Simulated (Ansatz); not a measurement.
## Mg₂C₃ from a semilocal functional to hybrids

```cif
data_structure
_symmetry_space_group_name_H-M 'P 1'
_symmetry_Int_Tables_number 1
_cell_length_a 3.3583
_cell_length_b 3.3583
_cell_length_c 5.0238
_cell_angle_alpha 100.231
_cell_angle_beta 100.231
_cell_angle_gamma 88.463
_cell_volume 54.87
loop_
_atom_site_label
_atom_site_type_symbol
_atom_site_fract_x
_atom_site_fract_y
_atom_site_fract_z
_atom_site_occupancy
Mg1 Mg 0.80948 0.80948 0.19808 1
Mg2 Mg 0.19052 0.19052 0.80192 1
C1 C 0.30219 0.30219 0.26222 1
C2 C 0.69781 0.69781 0.73778 1
C3 C 0.50000 0.50000 0.50000 1
```

All runs: Ansatz, plane waves and PAW, scalar-relativistic (no spin–orbit coupling), 4×4×4 k-mesh, Gaussian smearing of 0.05 eV, no spin polarisation. Semilocal reference PBE: gap 1.66 eV, pressure 0.5 GPa. The hybrids carry no U.

(1) What gap and pressure does HSE06-type hybrid with a screening parameter of 0.1 Å⁻¹ give at this geometry?

(2) And the other functionals?

Answers

(1) Gap 2.68 eV, pressure -3.1 GPa.

(2) 
```tsv
functional	gap	pressure (GPa)	stress xx / yy / zz (GPa)	cutoff (eV)	core-seconds
HSE06-type hybrid with a screening parameter of 0.4 Å⁻¹	2.06 eV	-2.5	-1.8 / -1.0 / -4.6	420	30
HSE06	2.38 eV	-3.0	-2.3 / -1.3 / -5.3	420	29
HSE06 + D3(BJ)	2.38 eV	-7.0	-6.3 / -5.2 / -9.3	420	29
PBE0-type hybrid with an exact-exchange fraction taken as 1/ε∞	2.43 eV	-1.5	-1.0 / -0.5 / -2.9	420	96
HSE06-type hybrid with a screening parameter of 0.1 Å⁻¹	2.68 eV	-3.1	-2.5 / -1.4 / -5.5	420	30
```

In the PBE0 form, going from an exact-exchange fraction of 0.00 to 0.14 opens the gap by 0.77 eV, or 0.55 eV for each tenth. The dielectric-dependent PBE0 form takes the fraction 0.139 = 1/ε∞, that is ε∞ = 7.2. On shared hosts the hybrid runs at the reference's cutoff took roughly 17 to 56 times the core time of the semilocal one on the same mesh, with some more bands.

Caveats: core times come from shared hosts and scatter; gaps are read on a coarse mesh; stress loosely converged.

All the hybrids widen the semilocal gap of 1.66 eV, and at fixed exchange fraction the gap grows as the screening parameter falls, from 2.06 to 2.68 eV, because exact exchange then acts over a longer range. It lowers the occupied states relative to the empty ones. In Mg₂C₃ the occupied edge probably has the π character of the linear, allene-like C₃ anions, with Mg having given up its valence electrons. The dielectric-dependent form lands close to HSE06, 2.43 against 2.38 eV: a smaller fraction of unscreened exchange offsets a larger one cut off at long range.

Pressure doesn't follow the gap: the dielectric-dependent hybrid has the weakest tension, -1.5 GPa, despite its larger gap than HSE06. D3(BJ) leaves the gap unchanged at this fixed geometry, since it adds no term to the electronic potential, but its attraction strengthens the drive to contract. The gaps therefore show sensitivity to exchange at one structure, not what each functional would give at its own equilibrium volume.
